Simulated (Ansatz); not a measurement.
# A series in volume scale on Ag

Free energy against uniform scaling of the volume at fixed shape and fractions; periodic cell, basis, potentials, k mesh and filling as listed. The results are calculated, by Ansatz 0.2.0.

The cell before it is scaled or strained (space group R-3m, No. 166):
```
cell vectors (Å)
   1.4730     0.8505     7.2046
  -1.4730     0.8505     7.2046
   0.0000    -1.7009     7.2046
atoms (fractions of the cell vectors)
Ag  0.00000  0.00000  0.00000
Ag  0.77772  0.77772  0.77772
Ag  0.22228  0.22228  0.22228
```

Settings of every row: functional PBEsol; dispersion none; potentials PAW; wave cutoff 326.54 eV; density cutoff 1306.1 eV; k mesh 11x11x11; k shift 0x0x0; occupations fermi dirac; smearing width 0.1 eV; spin none.

Limits: coarse k mesh, up to 40 meV an atom off; cutoff under the advised one; the cell comes from a prototype or a list of computed structures and needn't be the stable phase.

```csv
row,volume scale,V (Å³/atom),energy above lowest point (meV/atom)
1,0.9,16.246,3.5
2,0.925,16.697,0
3,0.95,17.148,5.6
4,0.975,17.6,18.4
5,1,18.051,37.3
6,1.025,18.502,61.5
7,1.05,18.953,89.8
8,1.075,19.405,?
9,1.1,19.856,155.5
```

Question: what energy above lowest point should row 8 give?

Worked fit of energy above lowest point. Take u = (V_r/V)^(2/3) − 1 with V_r = 17.825 Å³ an atom, which is twice the finite (Eulerian) strain; such expansions in the strain, on which the Birch-Murnaghan equation of state is built, carry the rest volume and the bulk modulus. The shown rows have u = 0.06379, 0.04455, 0.02615, 0.0085, -0.00836, -0.02454, -0.04008, -0.06941. Least squares give energy above lowest point = 27.21 − 1130.5 × u + 11155 × u² + 11636 × u³ meV/atom; a parabola predicts inner rows, each left out in turn, worse (root mean square 0.88 against 0.13 meV/atom). The rows lie off it by 0.0, 0.0, 0.1, 0.0, -0.1, 0.0, 0.1, 0.0. Its lowest point lies at u = 0.0472, or V = 16.63 Å³ an atom, and the curvature there gives the bulk modulus at fixed shape and fractions, B = (4/9)(1 + u)² E″(u)/V = 120 GPa. Letting shape and atoms relax would as a rule lower it, by much in layered, chain or molecular crystals. The withheld row has u = -0.05505, so the fit gives 27.21 − 1130.5 × (-0.05505) + 11155 × (-0.05505)² + 11636 × (-0.05505)³ = 121.3 meV/atom.

The calculation gave 121.3 meV/atom. The fit meets it to the printed digit.
